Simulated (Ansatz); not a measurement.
**Ta2O5: energy along a strain**

Ta2O5, I4/mmm, a = 5.241 Å, c = 9.583 Å. The structure is a Materials Project entry; whether it is the stable form wasn't checked. Ansatz: PBEsol, PAW, 420 eV, Γ-centred 8×8×8 mesh on 7 atoms, Gaussian smearing 0.05 eV; no spin polarisation. Cell vectors (Å): -2.620 2.620 4.791; 2.620 -2.620 4.791; 2.620 2.620 -4.791. The cell is strained by x per cent times the pattern (1 1 0 0 0 0) in the order xx yy zz yz xz xy (engineering shears), with fractional coordinates held. y is the free energy over the start, V0 = 18.800 Å³/atom. Points with a strain past 8.5 % were computed too (3) and aren't used here.

| x (%) | y (meV/atom) |
| --- | --- |
| -7.50 | 404.55 |
| -5.00 | 166.87 |
| -2.50 | 38.73 |
| 0.00 | 0.00 |
| 2.50 | 33.52 |
| 5.00 | ? |
| 7.50 | 262.23 |

Q: Fit y = c2 x² + c3 x³ to the other rows, get the stiffness along the pattern, and predict the missing energy.

A: Least squares on the rows shown. y = 5.9171 x² − 0.16795 x³. The clamped-ion stiffness p·C·p = 2 × 59.17 eV × 160.2 / 18.800 Å³ = 1008 GPa. At x = 5.00 the fit asked for gives 126.93 meV/atom. The run gave 125.00 meV/atom, so the fit is 1.93 meV/atom too high, within twice the rms miss on the fitted rows (1.14 meV/atom).

Spin–orbit coupling is left out, which can shift energies with elements as heavy as these.

Equal in-plane compression costs more energy than equal extension at every paired strain, which is the negative cubic term. With fractional coordinates held, the strain goes directly into the Ta–O distances: shortening them meets steeply rising Pauli repulsion, while stretching them moves onto the softer side of the bonding potential.

The misses also have a pattern. The fit lies above the computed energies at small and intermediate strains of both signs and below them at the two ends, which suggests a missing positive quartic term. The overestimate at 5.00 is therefore probably systematic rather than noise, and the curvature at zero strain somewhat lower than the fitted one.

The 1008 GPa shouldn't be read as a Young's or bulk modulus. For a tetragonal cell this pattern gives twice the sum of C11 and C12, so its size partly reflects adding several constants. Letting the ions relax could only leave this stiffness unchanged or lower it, provided the starting structure is a local minimum against internal displacements.
